### Squeezing an antiferromagnet: what can be read between the points

A crystal under compression answers in two ways: it pushes back, and its electrons rearrange. In zincblende WTe the second answer shows as a change in the magnetic moments on the atoms. The question here is how well pressure, energy and moment at a volume ratio of 0.86 can be foretold from the neighbouring volumes, and which of the three is hardest to foretell.

Zincblende WTe (4-atom cell, conventional a = 6.124 Å at volume ratio 1), scaled evenly at fixed fractional positions. Computed with Ansatz 0.2.0 using scalar-relativistic PBE, plane-wave PAW, a 420 eV cutoff, a 12×12×6 k mesh and 0.1 eV Gaussian smearing; energies are extrapolated to zero smearing. Collinear spins start at +1 and −1 μB on the two W atoms.

```tsv
volume ratio	energy above lowest (meV/atom)	pressure (GPa)	largest site moment (μB)
0.8	481.2	32.68	0.37
0.86	?	?	?
0.92	61.4	9.01	0.72
0.96	15.0	4.11	0.83
1	0.0	0.23	0.94
1.04	9.7	-2.79	1.07
1.1	58.4	-5.98	1.29
1.18	162.7	-8.22	1.67
```

The volume ratio compares each cell with the starting cell, and a negative pressure means tension. The largest site moment is the spin moment assigned to one atom, so its size depends on the region counted as that atom. The absolute magnetisation, which adds up the size of the spin density over the whole cell, comes to 1.45 μB per tungsten atom at a volume ratio of 1, against 0.94 μB in the table. The cell moment is zero while the site moments are not, so antiparallel moments cancel. The known rows run smoothly, with no sign of a jump to another electronic state, and this is what makes interpolation reasonable.

### Why the resistance grows

Near its equilibrium volume a solid behaves like a spring. On further compression the electron clouds of neighbouring atoms overlap more, and the repulsion between them rises faster than the attraction that binds the crystal. Each further step of compression therefore costs more pressure than the one before.

The size of this effect shows when the spring is taken literally. The fit described below gives a bulk modulus, the resistance to a change of volume, of about 85 GPa at zero pressure, which is reached at a volume ratio of 1.003. A constant modulus would then give $85\times(1.003-0.86)/1.003\approx12$ GPa at 0.86. The known pressures on either side already curve upwards too strongly for so low a value.

A better description lets the energy depend on strain through a square and a cube as well as a linear term. With $v$ for the volume ratio, the strain is $f=(v^{-2/3}-1)/2$. The pressure is minus the slope of the energy against volume, which gives the third-order Birch–Murnaghan form

$$P=v^{-5/3}\,(p_0+p_1f+p_2f^2).$$

The three constants were found by least squares from the five known rows with volume ratios below 1.05: $p_0=0.264$, $p_1=256.8$ and $p_2=259.7$ GPa. The two most stretched cells were left out, because the forecast concerns compression and the moment grows quickly on stretching.

At a volume ratio of 0.86, which took no part in the fit, the strain is 0.0529 and the factor $v^{-5/3}$ is 1.286. The pressure is therefore

$$1.286\times(0.264+256.8\times0.0529+259.7\times0.0529^2)\approx18.7\ \text{GPa}.$$

The forecast is 18.7 GPa, with a range of 18.3 to 19.1 GPa. The range is a judgement, close to the typical error of 0.4 GPa made when each fitted row is predicted from the other four.

### Energy as stored work

The energy needs no separate picture, because it is the work done against the pressure. Adding up the fitted pressure over the volume removed gives the energy curve. When this curve is scaled to the energies of the same five rows, the best factor is 1.004, so pressures and energies agree to within half a percent. That shows the calculation to be consistent with itself, which is a different matter from agreement with a real crystal.

The forecast is 208 meV/atom, with a range of 204 to 212. It lies well below 271 meV/atom, the mean of the two neighbouring energies. Because the pressure keeps rising, the second half of the compression from 0.92 to 0.8 costs more than the first, and the midpoint of the path lies below the midpoint of the energies.

### Why the moment shrinks

Spin polarisation is a bargain between two energies. Electrons with parallel spins gain exchange energy, but they must occupy higher band levels to align. Compression strengthens the overlap between tungsten and tellurium orbitals and spreads the d levels over a wider range, so alignment becomes dearer and the moment falls. This is the established explanation for such a trend. The computed shell populations of the compressed cells do place nearly all of the moment in the tungsten 5d orbitals, but the bandwidths that would test the rest of the argument are not available.

The table shows how strong the response is: from a volume ratio of 1 to 0.8, the volume falls by a fifth and the moment by about 60 %. The absolute magnetisation falls nearly as much, by 57 %, so the loss is not an effect of the region counted. A telluride of manganese, with compact 3d orbitals and a half-filled shell, would hold a larger and stiffer moment under moderate compression. The 5d orbitals of tungsten reach further out and feel their neighbours sooner.

The pressure curve alone does not fix the moment, so its forecast rests on the local trend. A straight line through the same five rows has a slope of 2.892 μB per unit of volume ratio and a constant of −1.944 μB. At 0.86 it gives $2.892\times0.86-1.944\approx0.54$ μB. The forecast is 0.54 μB, with a range of 0.49 to 0.59 μB: still magnetic, but with the widest relative range of the three.

There is a physical reason to doubt the line. Where a moment first appears, the simplest Landau theory makes its square, and not the moment itself, grow in proportion to the volume gained. Such a curve bends downwards towards the point of collapse and would put the moment at 0.86 slightly higher, though inside the same range. The smearing of the electron occupations can also weaken small moments, which matters most at the compressed end.

### The computed values

The withheld rows as computed:

```tsv
volume ratio	energy above lowest (meV/atom)	pressure (GPa)	largest site moment (μB)
0.86	208.0	18.84	0.55
```

All three values fall inside their ranges. The pressure forecast, 18.74 GPa before rounding, is too low by 0.10 GPa, or about half a percent of the computed value. The spring with a constant modulus would have missed by more than a third. Growing stiffness is thus a large part of the answer at this compression.

The small pressure miss is still about four times the typical misfit of the five fitted rows, so the closeness of the fit alone would have suggested too small an error. The stated range, which rested on leaving rows out, was wide enough. Part of the miss belongs to the chosen equation. The Vinet equation, which describes the same stiffening with an exponential, was fitted to the same rows with the zero-pressure volume taken from the first fit. It gives 18.79 GPa, and so halves the miss.

The energy forecast agrees with the computed value to within 0.3 meV/atom, about the typical misfit of the fitted rows. This closeness has a plain reason. The energy is an accumulated quantity, known on both sides of the gap, and its rise across the gap is fixed by pressures that are themselves well known. Small errors in the shape of the pressure curve have little room to grow.

The moment comes out at 0.55 μB, so the straight line misses by less than 0.01 μB, about the typical error found by leaving rows out of the fit. At just over one per cent this is still the largest relative miss of the three, so the moment was the hardest to foretell, as the ranges suggested. The square-root rule, drawn through the two neighbouring rows, gives $\sqrt{(0.37^2+0.72^2)/2}\approx0.57$ μB and overshoots by about 0.02 μB. In this range the line is the better guide. It does not follow that the moment vanishes where the line reaches zero. The unrounded moments fall by 0.165 μB from 0.92 to 0.86 and by 0.178 μB from 0.86 to 0.8, so the fall already steepens slightly at the compressed end.

### Where the description stops working

The same equations do much worse when the crystal is pulled apart. At a volume ratio of 1.18 the Birch–Murnaghan fit gives a tension of 9.4 GPa, against a computed 8.22 GPa, and the Vinet equation is also too high, at about 9.2 GPa. The crystal resists stretching less than its behaviour near equilibrium suggests. The moment departs there too, lying 0.20 μB above the straight line.

The two departures may be connected. If a larger moment lowers the energy and expansion enlarges the moment, magnetism favours expansion and acts as an outward pressure, which weakens the tension. But equations built around equilibrium can also fail on strong expansion without any magnetism. A scan with the moments held at zero would separate the two causes, and there is none here.

For practical use, a gap between compressed points can be filled with some confidence as long as the electronic state changes smoothly. Carrying the same curve into strong tension overstates the resistance by about 15 % at the last point. These figures belong to one fixed atomic arrangement and one magnetic starting pattern. Neither was compared with alternatives, so the scan does not show that zincblende WTe is stable or that this magnetic order is its lowest. Spin–orbit coupling, which can matter for the magnetism of so heavy an element as tungsten, is also missing.
